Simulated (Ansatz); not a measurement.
Pd: the change of energy above lowest point and pressure with volume per atom

Equation of state of a cubic crystal from periodic Kohn-Sham density functional theory without spin; pressure corrected for the finite basis. The results are calculated, by Ansatz 0.2.0 development build.

Cell of the first row (space group Fm-3m, No. 225):
```
CELL_PARAMETERS angstrom
0.00000 1.91710 1.91710
1.91710 0.00000 1.91710
1.91710 1.91710 0.00000
ATOMIC_POSITIONS crystal
Pd 0.00000 0.00000 0.00000
```

Settings of every row: formula Pd; structure type fcc; functional r2SCAN; spin treatment none; k mesh 15x15x15; occupation method fermi-dirac; occupation width 0.1 eV; wave cutoff 500 eV; datasets soft-1 PAW; density cutoff ratio 4.

| row | volume per atom (Å³) | energy above lowest point (meV/atom) | pressure (GPa) |
| --- | --- | --- | --- |
| 1 | 14.091 | 33.75 | 13.124 |
| 2 | 14.55 | 7.18 | 5.656 |
| 3 | 15.01 | 0 | -0.449 |
| 4 | 15.469 | ? | ? |
| 5 | 15.929 | 30.25 | -9.482 |

Question: what energy above lowest point and pressure should row 4 give?

Worked fit of energy above lowest point. Take u = (V_r/V)^(2/3) − 1 with V_r = 14.78 Å³ an atom, which is twice the finite (Eulerian) strain; such expansions in the strain, on which the Birch-Murnaghan equation of state is built, carry the rest volume and the bulk modulus. The shown rows have u = 0.03234, 0.01051, -0.01024, -0.04869. Least squares give energy above lowest point = 1.457 + 362.06 × u + 19596.4 × u² meV/atom; a straight line predicts inner rows, each left out in turn, worse (root mean square 20 against 0.5 meV/atom). The rows lie off it by 0.09, -0.25, 0.20, -0.04 (root mean square 0.17 meV/atom). The withheld row has u = -0.02992, so the fit gives 1.457 + 362.06 × (-0.02992) + 19596.4 × (-0.02992)² = 8.17 meV/atom.

The calculation gave 8.66 meV/atom. The fit lies 0.49 meV/atom (5.7 % of the value, 1.5 % of the column's range) below it; its largest miss of a shown row is 0.25 meV/atom.

Worked fit of pressure. Take u = (V_r/V)^(2/3) − 1 with V_r = 14.78 Å³ an atom, which is twice the finite (Eulerian) strain; such expansions in the strain, on which the Birch-Murnaghan equation of state is built, carry the rest volume and the bulk modulus. The shown rows have u = 0.03234, 0.01051, -0.01024, -0.04869. Least squares give pressure = 2.4535 + 295.917 × u + 1044.41 × u² GPa; a straight line predicts inner rows, each left out in turn, worse (root mean square 1.1 against 0.046 GPa). The rows lie off it by 0.008, -0.023, 0.018, -0.003 (root mean square 0.015 GPa). The pressure vanishes at u = -0.0085, or V = 14.97 Å³ an atom, and there the bulk modulus at fixed shape and fractions is B = −V dP/dV = (2/3)(1 + u) dP/du = 184 GPa. The withheld row has u = -0.02992, so the fit gives 2.4535 + 295.917 × (-0.02992) + 1044.41 × (-0.02992)² = -5.465 GPa.

The calculation gave -5.429 GPa. The fit lies 0.036 GPa (0.16 % of the column's range) below it; its largest miss of a shown row is 0.023 GPa.
